The antiferromagnet with propagation 0_0_1/2 looks out of place. Each Mo atom in it has half of its twelve nearest Mo neighbours antiparallel, against eight of twelve in the antiferromagnet 0_1/2_1/2. Since the ferromagnet is lowest, turning fewer neighbours against an atom should cost less energy. It costs more: 6.8 meV/atom above the ferromagnet, compared with 5.2.

MoSe, 2 atoms in the cell, zincblende type, space group F-43m (216), conventional a = 5.679 Å, 22.89 Å³ an atom. Several magnetic starts of one crystal ranked at fixed atoms. Ansatz 0.2.0, plane-wave PAW, scalar-relativistic; functional PBE; collinear spin; cutoff 420 eV; k mesh 12×12×12, or 12×12×6 in the doubled cells; Gaussian smearing of 0.1 eV; starting moments Mo +2 μB.

```
                    start  propagation        final order  energy above lowest (meV/atom)  largest site moment (μB)
            ferromagnetic        0_0_0      ferromagnetic                             0.0                      0.81
           parallel large        0_0_0      ferromagnetic                             0.0                      0.81
           parallel small        0_0_0      ferromagnetic                             0.0                      0.82
antiferromagnetic doubled    0_1/2_1/2  antiferromagnetic                             5.2                      0.72
antiferromagnetic doubled      0_0_1/2  antiferromagnetic                             6.8                      0.65
             non-magnetic        0_0_0       non-magnetic                            11.1                      0.00
```

The propagation label tells how the moments repeat through the crystal: 0_0_0 means that every cell has the same moment, and a label with halves means that the sign alternates in certain directions. The site moment is the part of the spin assigned to one atom, here Mo. Some of the spin is assigned to no atom, so site moments are best used to compare rows. The three parallel starts end in the same ferromagnetic state, and their 0.81 and 0.82 μB differ only by rounding. The non-magnetic row was computed with spin switched off, so it serves as a reference for what magnetism gains.

If the moments were rigid and only nearest Mo neighbours interacted, the energy cost would follow the number of antiparallel neighbours. The order 0_0_1/2 would then cost 6/8, or 0.75, of what 0_1/2_1/2 costs, whereas the table gives a ratio of 1.3. The Mo moment also changes from row to row, but that alone can't turn the order round. Give both antiferromagnets the same moment, of any size. If only nearest neighbours interact and prefer to be parallel, 0_0_1/2 is always the lower of the two, and it stays lower when each settles on its own best moment. Something beyond nearest-neighbour pairs must therefore act. Second neighbours are the first candidates, because they are all antiparallel in 0_0_1/2 and all parallel in 0_1/2_1/2. More distant neighbours, or couplings that involve several atoms at once, are possible too. Two coupling constants would reproduce the two energies exactly and so couldn't tell these apart.

The changing moment shows what kind of magnet this is. It falls from 0.81 μB in the ferromagnet to 0.72 and then 0.65 μB in the antiferromagnets, in the same order as the energy rises. A well-localised moment would stay nearly the same when its neighbours turn over. Here the moment depends on the surrounding order, so the energy differences contain both the cost of turning moments and the cost of weakening them.

A likely reason for such a soft moment is the filling of the Mo 4d shell. Counted as an ion, Mo has four d electrons here. In a tetrahedron of Se atoms the d levels split into a lower pair, called e, and an upper set of three, called t2. Four electrons can just fill the lower pair, with all spins paired and no moment. In the non-magnetic calculation the bands that these electrons would fill overlap the next ones by only 0.25 eV, which suits this picture, although the orbital character of those bands was not resolved.

If the overlapping bands are indeed these two sets, no gap separates them, and some electrons can turn their spin and move into the upper set at a modest cost in band energy. Exchange, which lowers the energy of electrons with parallel spins, repays that cost. The ferromagnet carries 1.16 μB per MoSe in total, and since each turned spin changes the moment by 2 μB, about 0.6 electron per MoSe has turned. The result is a metal whose moment is not a whole number. The spin sits mainly in Mo 4d, with about 3.3 electrons up and 2.2 down. These add up to more than the ionic count of four because Mo also has a share in the electrons that bond it to Se.

Why parallel order does best can be argued from the way electrons spread through the crystal. When all Mo moments are parallel, an electron of given spin finds a matching level on every Mo atom and can spread through the Se atoms between them. When the moments alternate, the levels for that spin are shifted up and down from site to site, which hinders the spreading. This is expected to favour parallel order mainly when the bands are partly filled, as they are in this metal. The calculation does not separate this contribution. It does show that the better antiferromagnet lies 5.9 meV/atom below the non-magnetic state, so alternating moments keep about half of the ferromagnet's gain of 11.1 meV/atom.

The contest between exchange and the splitting of the d levels also helps with zincblende CrSe, which has the same number of d electrons. The 3d shell of Cr is more compact, so exchange is stronger and the splitting by the Se atoms is weaker. Both changes favour turning more spins, and a larger and stiffer moment is the natural guess. MoSe would then lie nearer the border where magnetism disappears, which makes its ranking more sensitive to errors of the method.

The one numerical setting that can be partly tested here, the smearing, is reassuring for the first place and less so for the rest. The tabulated energies are extrapolated to zero smearing; if the free energies at the smearing actually used are compared instead, no energy measured from the ferromagnet changes by more than about 0.4 meV/atom and the order stays the same. The splitting of the two antiferromagnets, however, shrinks from 1.6 to 1.1 meV/atom. No denser k mesh was run, and each antiferromagnet was started only once, with no search for lower self-consistent states. Which antiferromagnet comes second is therefore the least certain part of the ranking.

Volume matters more. The cell is almost free of stress for the ferromagnet, while the non-magnetic state has a pressure of about −1.7 GPa and would contract. Comparing both at the same volume therefore favours the ferromagnet. Let D be the lead of the ferromagnet over the non-magnetic state, E the energy, V the volume and P the pressure. Because P is minus the slope of E with V,

D = E(non-magnetic) − E(ferromagnetic)

dD/dV = P(ferromagnetic) − P(non-magnetic) = 1.68 GPa

One percent of the volume is 0.229 Å³ per atom, and 1 GPa·Å³ is 6.2 meV. Compression by one percent thus removes 1.68 × 0.229 × 6.2 ≈ 2.4 meV/atom of the lead. At that slope the 11.1 meV/atom would be used up after 11.1/2.4 ≈ 4.6 % in volume, or about 1.6 % in lattice constant. The slope is known only at the present volume. If the moment fades smoothly the slope should flatten, and magnetism would then survive to a stronger compression than this.

That margin is not wide for a density functional. PBE lattice constants are often about 1 % too large, a rough recalled figure, which means about 3 % in volume. Correcting such an error would remove about 3 × 2.4 ≈ 7 meV/atom of the lead at the present slope. PBE also tends to exaggerate weak magnetism in metals, which would shrink the lead further, and the effect of the missing spin–orbit coupling on the ranking is unknown. The analysis printed below gives the energy differences and the volume estimate behind this judgement.

The ferromagnet is therefore the best of the orders tried at this volume, and a shorter Mo–Se bond is the clearest route to losing its moment. The contest between parallel and alternating moments depends less on volume. The antiferromagnets have pressures of −0.32 GPa (0_1/2_1/2) and −0.55 GPa (0_0_1/2), so by the same estimate each percent of compression takes only about 0.5 and 0.8 meV/atom off the ferromagnet's lead over them. At those slopes the leads would last to about 11 and 8 % in volume, well past the 4.6 % at which the lead over the non-magnetic state would be gone. The present slopes thus suggest that the moment vanishes before an antiferromagnet takes over, but they can't be trusted that far, because the moments themselves change under compression. Repeating all four states at several smaller lattice constants, until the moment is gone, would test this.

Output of the analysis:

```
Lead of the ferromagnet over antiferromagnet 0_1/2_1/2, meV per Mo atom: 10.4
Lead of the ferromagnet over antiferromagnet 0_0_1/2, meV per Mo atom: 13.6
Lead of the ferromagnet over the non-magnetic state, meV per Mo atom: 22.2
Splitting of the two antiferromagnets, meV/atom: 1.6
Antiferromagnet 0_1/2_1/2 below the non-magnetic state, meV/atom: 5.9
Antiferromagnet 0_0_1/2 below the non-magnetic state, meV/atom: 4.3
Moment of antiferromagnet 0_1/2_1/2 relative to the ferromagnet, percent: 88.52
Moment of antiferromagnet 0_0_1/2 relative to the ferromagnet, percent: 79.92
Energy ratio of antiferromagnets expected from nearest-neighbour counts, 0_0_1/2 over 0_1/2_1/2: 0.75
Energy ratio of antiferromagnets in the table, 0_0_1/2 over 0_1/2_1/2: 1.308
Antiferromagnet 0_1/2_1/2 above the ferromagnet by free energy, meV/atom: 5.325
Antiferromagnet 0_0_1/2 above the ferromagnet by free energy, meV/atom: 6.4
Non-magnetic state above the ferromagnet by free energy, meV/atom: 10.7
Splitting of the two antiferromagnets by free energy, meV/atom: 1.075
Pressure of the ferromagnet less that of the non-magnetic state, GPa: 1.681
Lead over the non-magnetic state lost per percent of volume compression, meV/atom: 2.402
Volume compression that would use up this lead at constant slope, percent: 4.621
The same as a shortening of the lattice constant, percent: 1.565
Total moment of the ferromagnet, μB per MoSe: 1.161
Band overlap of the non-magnetic state at this electron count, eV: 0.2459
```
